The computed band gap of this WS2 crystal grows from about 1 eV to more than 5 eV while every atom stays in place. The main cause is exact exchange, and its reach matters as much as its amount. HSE06 and PBE0 both use a quarter of exact exchange between electrons that are close together. PBE0 keeps that quarter at long distance as well, and its gap is 0.66 eV larger.

Bulk 2H WS2 (6 atoms in the cell, a = 3.170, c = 12.491 Å), computed with Ansatz 0.2.0, plane-wave PAW, no spin polarisation, at the fixed r2SCAN+rVV10 geometry. For r2SCAN, HSE06, PBE0 and LDA, gaps are the least over the k mesh and some added k points, which lowered the band gap by less than 0.01 eV. For LC-wPBE they come from the mesh alone, so its band gap may be slightly too large. The mesh is 12×12×2 for r2SCAN and LDA and 6×6×2 for the other levels; the plane-wave cutoff is 500 eV for r2SCAN and 420 eV for the rest.

| level of theory | band gap (eV) | least direct gap (eV) |
| --- | --- | --- |
| r2SCAN | 1.151 | 1.898 |
| HSE06 | 1.573 | 2.258 |
| PBE0 | 2.232 | 2.913 |
| LDA | 0.964 | 1.749 |
| LC-wPBE | 5.465 | 6.080 |

## Why exact exchange opens a gap

The band gap is the energy between the highest filled and the lowest empty state. The least direct gap is the smallest such energy when both states have the same crystal momentum. In WS2 it is the larger of the two, because the highest filled and lowest empty states have different momenta.

Exchange lowers the energy of electrons with equal spin, because they avoid one another. In its exact form it acts on a state through that state's overlap with all filled states. In an atom a filled state is itself one of these partners, which removes its spurious repulsion from itself. In a crystal that single term fades away, and its place is taken by filled states of the same band with nearly the same momentum, which have almost the same shape. An empty state has no such partners, so exact exchange lowers filled states more than empty ones.

LDA replaces this by a potential that depends only on the local density and is the same for filled and empty states. The distinction is lost, and LDA gives the smallest gap in the table. Hybrid levels restore part of the distinction by mixing in exact exchange. They differ in how much they mix in, and at which distances.

## From HSE06 to PBE0: the slow limit

The repulsion between two electrons a distance $r$ apart can be split into a short-range and a long-range part:

$$\frac{1}{r}=\frac{1-\mathrm{erf}(wr)}{r}+\frac{\mathrm{erf}(wr)}{r}.$$

The error function erf rises smoothly from 0 to 1, and $1/w$ sets the distance at which one part hands over to the other. HSE06 uses exact exchange only in the first part, PBE0 in both. The step from HSE06 to PBE0 therefore adds a quarter of long-range exact exchange and takes away the same share of approximate exchange.

Now let $w$ become small. Over the region in which an electron's exchange partners are found, the long-range part is then nearly a constant, $C=2w/\sqrt{\pi}$ in atomic units. Exact exchange with a constant interaction lowers every filled state by $C$ and leaves every empty state alone, whatever their shapes. The approximate exchange has the same total energy in this limit, but it lowers filled and empty states alike, by $C/2$.

Exchanging a quarter of one for a quarter of the other moves filled states down by $C/8$ and empty states up by $C/8$. The gap opens by $C/4$. Theory thus expects two marks of long-range exchange: the two band edges part symmetrically, and all gaps grow by the same amount.

## One estimate in full

HSE06 has a standard $w$ of about 0.11 per bohr, where one bohr is 0.53 Å. With 27.2 eV to the atomic unit of energy,

$$\frac{C}{4}=\frac{1}{4}\times\frac{2\times0.11}{\sqrt{\pi}}\times27.2\ \mathrm{eV}\approx0.84\ \mathrm{eV}.$$

No property of WS2 enters this estimate, and no gap in the table was used to adjust it. It is 28 % above the computed difference between PBE0 and HSE06. An excess is expected, because the real interaction weakens with distance. Partners within two or three bohr would give only a small one. An excess this large needs partners that reach much further, or an error from the coarse mesh discussed below; the two were not separated.

Both expected marks appear in the calculations. From HSE06 to PBE0 the upper edge of the filled states falls by 0.32 eV and the lower edge of the empty states rises by 0.34 eV. This division depends on the common energy zero of the two runs, whereas the sum does not. The least direct gap, which belongs to another pair of states, grows by 0.655 eV, almost as much as the band gap with 0.659 eV. The marks are a weaker test than they seem. On a coarse mesh of crystal momenta, much of the long-range exchange is expected to come from the one term with no momentum transfer, which lowers all filled states alike by construction.

## LC-wPBE: where the slow limit fails

LC-wPBE stands far from the other levels, with a gap of 5.47 eV. It uses no exact exchange at short range and all of it at long range. Its standard $w$ is about 0.40 per bohr, so the long-range part takes over at only two or three bohr. The interaction is then far from constant over the exchange region, and the slow limit would give an absurd opening of about 12 eV.

The opposite limit is more useful here. If $w$ is very large, the long-range part becomes the whole repulsion, and LC-wPBE would contain full exact exchange at all distances. PBE0 contains a quarter of that and opens the LDA gap by 1.27 eV. If the opening is proportional to the fraction, the full amount gives four times as much, about 5.1 eV.

The computed opening from LDA to LC-wPBE is 4.5 eV, somewhat below this ceiling. That is the expected side, since LC-wPBE lacks exact exchange at the shortest distances. The margin is uncertain, because the factor of four also multiplies any difference between LDA and PBE, the true parent of these hybrids. Its large gap thus fits the same effect that separates PBE0 from HSE06, with four times the fraction and a much shorter starting distance.

## Joining the two limits

A simple formula connects the two cases. Let the exchange partners be spread as a Gaussian, proportional to $\exp(-r^2/s^2)$, with one effective length $s$. The average long-range repulsion is then

$$\left\langle\frac{\mathrm{erf}(wr)}{r}\right\rangle=\frac{2w}{\sqrt{\pi}}\,\frac{1}{\sqrt{1+w^2s^2}}.$$

For small $w$ this is the constant $C$ again; for large $w$ it levels off at the average of the whole repulsion.

The length was set by one condition: a quarter of the whole repulsion must reproduce the opening from LDA to PBE0. This gives $s$ of about 6 bohr. PBE0 is thus matched by construction, while HSE06 and LC-wPBE are predicted. The predicted gaps are 1.53 eV for HSE06, slightly below the computed value, and 5.65 eV for LC-wPBE, about 0.2 eV above it.

The second agreement is a mild test. LC-wPBE lies so near the ceiling that changing its $w$ to 0.30 moves the prediction by only about a quarter of an eV. The formula also starts from LDA, although these hybrids are built on PBE, a closely related level. The length $s$ absorbs such differences and should not be read as a measured size of anything in the crystal.

## r2SCAN: a wider gap without exact exchange

r2SCAN contains no exact exchange, yet its gap is 0.19 eV larger than that of LDA. A likely explanation is that r2SCAN depends on the kinetic energy density, which is built from the filled orbitals. Its potential is therefore not a plain function of position, as that of LDA is, but also acts on the slope of each state, and this can widen the gap. Part of the widening may come from the density gradient instead; with no PBE row the two cannot be separated. The table shows the widening; the cause is argued from the form of the functional. The r2SCAN run also used a higher plane-wave cutoff than the other levels, and the effect of this on the gap was not tested.

## Which gap to use

A rough recalled value for the measured gap of bulk WS2 is 1.3 eV. r2SCAN lies below it and HSE06 above it, while LC-wPBE is too large by a factor of about four. In a solid semiconductor the other electrons rearrange and weaken the repulsion between distant charges. LC-wPBE applies long-range exchange at full strength, as would suit a small molecule in vacuum, and so overestimates the gap of the bulk crystal.

Two limits bear on such comparisons. The calculations omit spin–orbit coupling, which is expected to lower the least direct gap by up to about 0.2 eV, a recalled size that was not calculated here. It would hardly move the highest filled state, which is one edge of the band gap; its effect on the lowest empty state was not calculated. The hybrid levels were also run on a coarse mesh of crystal momenta. Long-range exchange can converge slowly with that mesh, so the gaps of PBE0 and LC-wPBE carry an error that has not been tested.

For practical work, a gap should be quoted together with its level of theory, and two materials should be compared at the same level. To guess the gap at a neighbouring level, ask first how much exact exchange it keeps at long distance. A hybrid with the short-range quarter of HSE06 and half of PBE0's long-range share should fall about midway between them. Cutting exact exchange off at a shorter distance than HSE06 does should bring the gap down towards that of its parent without exact exchange.
